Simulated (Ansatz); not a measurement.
A series in volume per atom on CuS

Plane-wave density functional theory, PAW datasets, Gaussian smearing 0.05 eV: one cell in which all forces lie under 0.002 eV/angstrom; stress (xx yy zz yz xz xy) and pressure positive in compression; site moments are of spin alone; formation energy from the elements run alike, uncorrected. The results are calculated, by Ansatz 0.2.0.

Cell of the first row (space group F-43m, No. 216):
```
CELL_PARAMETERS angstrom
0.00000 2.52750 2.52750
2.52750 0.00000 2.52750
2.52750 2.52750 0.00000
ATOMIC_POSITIONS crystal
Cu 0.00000 0.00000 0.00000
S 0.25000 0.25000 0.25000
```

Settings of every row: paw set soft_2; functional PBEsol; spin treatment collinear; moment partition spheres; spin axis none; wave cutoff 420 eV; k mesh 10x10x10; SCF start atoms; lower state search light; symmetry use detected.

Atom:
```
element  first moment (μB)  hubbard u (eV)
     Cu               0.05               0
      S                  0               0
```

Limits: only this magnetic order was tried; starting moments were lost; the cell comes from a prototype or a list of computed structures and needn't be the stable phase.

```
row  volume per atom (Å³)  formation energy (eV per atom)  pressure (GPa)  energy above relaxed cell (meV per atom)
  1                16.146                         -0.2119            4.43                                      8.94
  2                16.482                               ?               ?                                         ?
  3                16.752                         -0.2208            0.39                                      0.08
  4                16.819                         -0.2209            0.00                                         0
  5                17.155                         -0.2189           -1.87                                      2.01
  6                17.491                         -0.2131           -3.53                                      7.73
  7                17.927                         -0.2009           -5.41                                     20.01
  8                19.919                         -0.0937          -11.14                                    127.21
```

Question: what formation energy and pressure should row 2 give?

Worked fit of formation energy. Take u = (V_r/V)^(2/3) − 1 with V_r = 17.155 Å³ an atom, which is twice the finite (Eulerian) strain; such expansions in the strain, on which the Birch-Murnaghan equation of state is built, carry the rest volume and the bulk modulus. The shown rows have u = 0.04124, 0.01597, 0.01327, 0, -0.01285, -0.02892, -0.09479. Least squares give formation energy = −0.21887 − 0.3019 × u + 11.214 × u² + 4.94 × u³ eV per atom; a parabola predicts inner rows, each left out in turn, worse (root mean square 0.00034 against 5.3e-05 eV per atom). All shown rows lie on it to the printed digit. The withheld row has u = 0.02704, so the fit gives −0.21887 − 0.3019 × (0.02704) + 11.214 × (0.02704)² + 4.94 × (0.02704)³ = -0.2187 eV per atom.

The calculation gave -0.2187 eV per atom. The fit meets it to the printed digit.

Worked fit of pressure. Take u = (V_r/V)^(2/3) − 1 with V_r = 17.155 Å³ an atom, which is twice the finite (Eulerian) strain; such expansions in the strain, on which the Birch-Murnaghan equation of state is built, carry the rest volume and the bulk modulus. The shown rows have u = 0.04124, 0.01597, 0.01327, 0, -0.01285, -0.02892, -0.09479. Least squares give pressure = −1.867 + 134.55 × u + 424.3 × u² + 390 × u³ GPa; a parabola predicts inner rows, each left out in turn, worse (root mean square 0.028 against 0.007 GPa). The rows lie off it by 0.00, 0.00, 0.01, 0.00, 0.00, 0.00, 0.00. The pressure vanishes at u = 0.0133, or V = 16.82 Å³ an atom, and there the bulk modulus at fixed shape and fractions is B = −V dP/dV = (2/3)(1 + u) dP/du = 98.7 GPa. The withheld row has u = 0.02704, so the fit gives −1.867 + 134.55 × (0.02704) + 424.3 × (0.02704)² + 390 × (0.02704)³ = 2.09 GPa.

The calculation gave 2.09 GPa. The fit meets it to the printed digit.

The other values of row 2: energy above relaxed cell 2.14 meV per atom.
